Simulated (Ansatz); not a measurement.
Ga: energy change per atom and pressure against volume scale

Plane-wave DFT, scalar-relativistic PAW made under PBE with cores redone for the functional, no dispersion; the given relaxed cell is scaled uniformly, energy at zero smearing counts from the unscaled cell, pressure at the given Fermi-Dirac smearing is positive in compression. The results are calculated, by Ansatz 0.2.0.

The cell before it is scaled or strained (space group P6_3/mmc, No. 194):
```
cell vectors (Å)
   3.2038     0.0000     0.0000
  -1.6019     2.7746     0.0000
   0.0000     0.0000     4.9441
atoms (fractions of the cell vectors)
Ga  0.33333  0.66667  0.25000
Ga  0.66667  0.33333  0.75000
```

Settings of every row: spin polarised no; functional BLYP; wave cutoff 420 eV; smearing width 0.1 eV; k mesh 13x13x7.

Atom starting moment: 0 on all atoms.

Limits: the cell comes from a prototype or a list of computed structures and needn't be the stable phase.

```
row  volume scale  V (Å³/atom)  energy change per atom (meV)  pressure (GPa)
  1          0.88       19.338                         37.49            5.08
  2          0.92       20.217                         15.64            3.01
  3          0.96       21.096                          3.81            1.38
  4          1.04       22.854                          2.56           -0.95
  5          1.08       23.733                         10.18           -1.78
  6          1.12       24.612                             ?               ?
```

Question: what energy change per atom and pressure should row 6 give?

Worked fit of energy change per atom. Take u = (V_r/V)^(2/3) − 1 with V_r = 21.096 Å³ an atom, which is twice the finite (Eulerian) strain; such expansions in the strain, on which the Birch-Murnaghan equation of state is built, carry the rest volume and the bulk modulus. The shown rows have u = 0.05972, 0.02878, 0, -0.05196, -0.07552. Least squares give energy change per atom = 3.825 + 276.43 × u + 4792.3 × u² meV; a straight line predicts inner rows, each left out in turn, worse (root mean square 9.8 against 0.18 meV). The rows lie off it by 0.06, -0.11, -0.02, 0.16, -0.10 (root mean square 0.1 meV). The withheld row has u = -0.09766, so the fit gives 3.825 + 276.43 × (-0.09766) + 4792.3 × (-0.09766)² = 22.54 meV.

The calculation gave 21.91 meV. The fit lies 0.63 meV (2.9 % of the value, 1.8 % of the column's range) above it; its largest miss of a shown row is 0.16 meV. This row lies beyond the range of the fit.

Worked fit of pressure. Take u = (V_r/V)^(2/3) − 1 with V_r = 21.096 Å³ an atom, which is twice the finite (Eulerian) strain; such expansions in the strain, on which the Birch-Murnaghan equation of state is built, carry the rest volume and the bulk modulus. The shown rows have u = 0.05972, 0.02878, 0, -0.05196, -0.07552. Least squares give pressure = 1.379 + 52.93 × u + 148.9 × u² GPa; a straight line predicts inner rows, each left out in turn, worse (root mean square 0.31 against 0.023 GPa). The rows lie off it by 0.01, -0.02, 0.00, 0.02, -0.01. The pressure vanishes at u = -0.0283, or V = 22.02 Å³ an atom, and there the bulk modulus at fixed shape and fractions is B = −V dP/dV = (2/3)(1 + u) dP/du = 28.8 GPa. Letting shape and atoms relax would as a rule lower it, by much in layered, chain or molecular crystals. The withheld row has u = -0.09766, so the fit gives 1.379 + 52.93 × (-0.09766) + 148.9 × (-0.09766)² = -2.37 GPa.

The calculation gave -2.45 GPa. The fit lies 0.08 GPa (3.3 % of the value, 1.1 % of the column's range) above it; its largest miss of a shown row is 0.02 GPa. This row lies beyond the range of the fit.
